## When does shared density fail to look shared?

Two atoms held by a covalent bond pile up electrons between them. Does a bond with more density between its atoms also show a stronger local concentration of that density? In this planar-looking molecule with boron, nitrogen and carbon the answer is roughly yes for eight bonds and plainly no for two.

QTAIM bond critical points of the neutral C2H6B2N radical (spin multiplicity 2), from a Kohn-Sham DFT single point with PySCF 2.14.0 at the BLYP/def2-SVP level. The geometry was obtained with GFN2-xTB.

| row | density (a.u.) | first atom | second atom | laplacian (a.u.) | ellipticity | energy density (a.u.) |
| --- | --- | --- | --- | --- | --- | --- |
| 1 | 0.346 | 4.000 | 5.000 | -0.933 | 0.410 | -0.373 |
| 2 | 0.292 | 2.000 | 4.000 | -0.894 | 0.048 | -0.398 |
| 3 | 0.285 | 4.000 | 9.000 | -1.101 | 0.036 | -0.313 |
| 4 | 0.282 | 5.000 | 11.000 | -1.074 | 0.022 | -0.310 |
| 5 | 0.281 | 5.000 | 10.000 | -1.072 | 0.020 | -0.309 |
| 6 | 0.207 | 1.000 | 2.000 | 0.652 | 0.162 | -0.181 |
| 7 | 0.198 | 2.000 | 3.000 | 0.630 | 0.143 | -0.170 |
| 8 | 0.183 | 3.000 | 7.000 | -0.146 | 0.191 | -0.193 |
| 9 | 0.181 | 1.000 | 6.000 | -0.102 | 0.248 | -0.189 |
| 10 | 0.180 | 3.000 | 8.000 | -0.129 | 0.222 | -0.189 |

Each row is one bond, named by its first atom and second atom: atoms 1 and 3 are boron, 2 is nitrogen, 4 and 5 are carbon, the rest hydrogen. The density $\rho$ is taken at the bond critical point, where it is lowest along the bond but highest across it. The Laplacian $L$ is the sum of the three curvatures of the density there. A negative $L$ means that density is locally concentrated, a positive one that it is locally depleted.

## A smooth rule and its size of error

Suppose that the density falls off around the bond axis like a Gaussian of width $w$, $\rho(s)=\rho\,e^{-s^2/w^2}$, with $s$ the distance from the axis. Each of the two directions across the bond then has the curvature $-2\rho/w^2$. With $c$ for the curvature along the bond,

$$L = c-\frac{4}{w^2}\,\rho .$$

If $w$ and $c$ were the same for all bonds, $L$ would fall on a straight line as the density grows.

Such a line was fitted to the eight bonds other than B–N, which were kept out because they are the polar bonds under test. Its rms misfit is 0.19 a.u., so it is a rough guide. It mainly separates the B–H bonds, with little density and weakly negative $L$, from the bonds of carbon; among the latter it gives no reliable order.

The worst fitted bond is C=C, whose $L$ lies 0.36 a.u. above the line. Its π electrons spread the density above and below the molecular plane, which softens the curvature in that direction. The ellipticity, the ratio of the two curvatures across the bond less one, shows this: at 0.410 it is the largest in the table.

## The two bonds that break the rule

For the first B–N bond, row 6, the line predicts $L=-0.37$ a.u.; the calculation gives $+0.652$. The second, row 7, behaves alike. On average the two lie 0.98 a.u. above the line, about five times the rms misfit of the fitted bonds. They hold more density than the B–H bonds and yet have the opposite sign of $L$.

The unpaired electron of this radical is not needed for the break. It sits mostly on boron atom 1, with a spin population near 0.77 against 0.03 on boron atom 3. Both boron atoms nevertheless form B–N bonds with almost the same Laplacian.

## The break lies along the bond

The Laplacian can be split exactly into its part across the bond and its part along it. Across the bond, B–N is ordinary: a second line, fitted to the same eight bonds for this part alone, predicts both B–N values to within 0.1 a.u. The density is wrapped around the B–N axis about as tightly as its amount suggests.

Along the bond the picture changes. The curvature averages 0.33 a.u. in the bonds of carbon with nitrogen, hydrogen or carbon, 0.64 in B–H and 1.63 in B–N. The density in B–N thus runs through a narrow valley with steep walls, and this positive curvature outweighs the negative part across the bond.

## Why the valley is so narrow

Nitrogen attracts the valence electrons more strongly than boron does. The lowest density along the bond is therefore pushed towards boron, to only 0.46 Å from its nucleus. There the bond point reaches the outer edge of the boron 1s shell, where the density climbs steeply towards the nucleus.

An isolated B³⁺ ion, which has only its two 1s electrons, shows how strong this effect can be. Its density is about

$$\rho_{\rm core}(r)=\frac{2\zeta^3}{\pi}\,e^{-2\zeta r},$$

with $\zeta=4.7$ from Slater's rules. In row 6 the distance is $r=0.462/0.529=0.873$ bohr, which gives $\rho_{\rm core}\approx0.018$ a.u., less than a tenth of the density at that point. Two derivatives along $r$ multiply it by $(2\zeta)^2\approx88$, and the curvature becomes about 1.6 a.u. A small tail of core density can thus supply a curvature as large as the one computed.

The same estimate drops by half when the point moves out by 0.04 Å, to where it lies in the B–H bonds. This fits the place of B–H between B–N and the bonds of carbon.

The comparison with the ion holds only for the order of magnitude, because a bonded boron atom keeps some valence density. In the B–H bonds the estimate even exceeds the whole curvature along the bond, so either the estimate is too high there or the valence electrons contribute a negative part. The close agreement for B–N is partly luck.

## Is it nitrogen or boron?

Nitrogen has a steep density of its own, and the N–C bond tests whether that would be enough. Its critical point lies 0.88 Å from nitrogen, closer than the 0.95 Å in B–N. Yet the curvature along N–C is only 0.30 a.u. The narrow valley therefore needs the boron side.

Two features of boron act together here: its wide core and the thin valence density that nitrogen leaves around it. The numbers do not separate them. That the core edge is the larger cause is argued from the estimate, not shown.

For a neighbouring bond, the reader can ask which atom loses valence density and how far its core reaches. A point pushed onto the edge of a wide core should give a strongly positive curvature along the bond. Carbon's core is more compact and the N–C point lies farther out, at 0.53 Å from carbon, so by the same estimate it escapes most of the core's effect.

## A positive Laplacian is not yet an ionic bond

A positive $L$ is often read as the mark of a closed-shell contact, as between ions. The local virial theorem shows why this reading can fail:

$$\tfrac14 L=G+H .$$

Here $G$ is the kinetic energy density, which is positive, and $H$ is the energy density of the table, the sum of kinetic and potential parts. In row 6, $G=0.344$ and $H=-0.181$ a.u., so their sum is positive although $H$ is negative.

A negative $H$ means that the potential energy dominates, as is usual for shared electrons, and it is found in every row. The B–N bonds also have Mayer bond orders near 1.3. They are best described as polar covalent bonds with some π character. The size of their Laplacian should be read with care. In polar bonds it is sensitive to the basis set, which is small here, and to the bond length, which comes from a tight-binding geometry.

The printed output below lists the split for each bond and both fits.

Output of the analysis:

```
Split of the Laplacian (a.u.) and distance to the B or C end (angstrom):
  row   across   along  distance  core_estimate  kinetic_density
    1   -1.261  0.3275    0.6842       0.006086           0.1397
    2    -1.19  0.2963    0.5266         0.1814           0.1745
    3   -1.462   0.361    0.6907       0.005291          0.03775
    4   -1.416  0.3422    0.6808       0.006545           0.0415
    5   -1.415  0.3426    0.6912        0.00523            0.041
    6   -1.025   1.677     0.462          1.593            0.344
    7   -0.952   1.582    0.4639           1.54           0.3275
    8  -0.7795  0.6335    0.5016         0.7879           0.1565
    9  -0.7576  0.6556    0.5017         0.7878           0.1635
   10  -0.7565  0.6275    0.5121         0.6547           0.1568
fit of laplacian on 8 rows (other): coefficient of density -6.623 +/- 1.3, constant 0.9993 +/- 0.34; rms 0.187, worst 1 -0.359, leave-one-out rms 0.278
  rows outside the fit (model, value, miss): 6 -0.3717, 0.652, -1.02; 7 -0.3121, 0.63, -0.942
fit of across on 8 rows (other): coefficient of density -4.251 +/- 1, constant -0.05099 +/- 0.27; rms 0.152, worst 1 -0.261, leave-one-out rms 0.218
  rows outside the fit (model, value, miss): 6 -0.9309, -1.025, 0.0943; 7 -0.8927, -0.952, 0.0594
B-N Laplacians above the line, mean (a.u.): 0.9829
the same in units of the rms misfit of the other bonds: 5.25
C=C Laplacian above the line (a.u.): 0.3594
C-H Laplacians below the line, mean (a.u.): 0.2094
curvature along the bond, B-N mean (a.u.): 1.63
curvature along the bond, B-H mean (a.u.): 0.6389
curvature along the bond, mean of bonds with carbon (a.u.): 0.3339
distance from nitrogen to the point, N-C (angstrom): 0.8794
distance from nitrogen to the point, B-N mean (angstrom): 0.9525
difference between the two B-N Laplacians (a.u.): 0.022
```
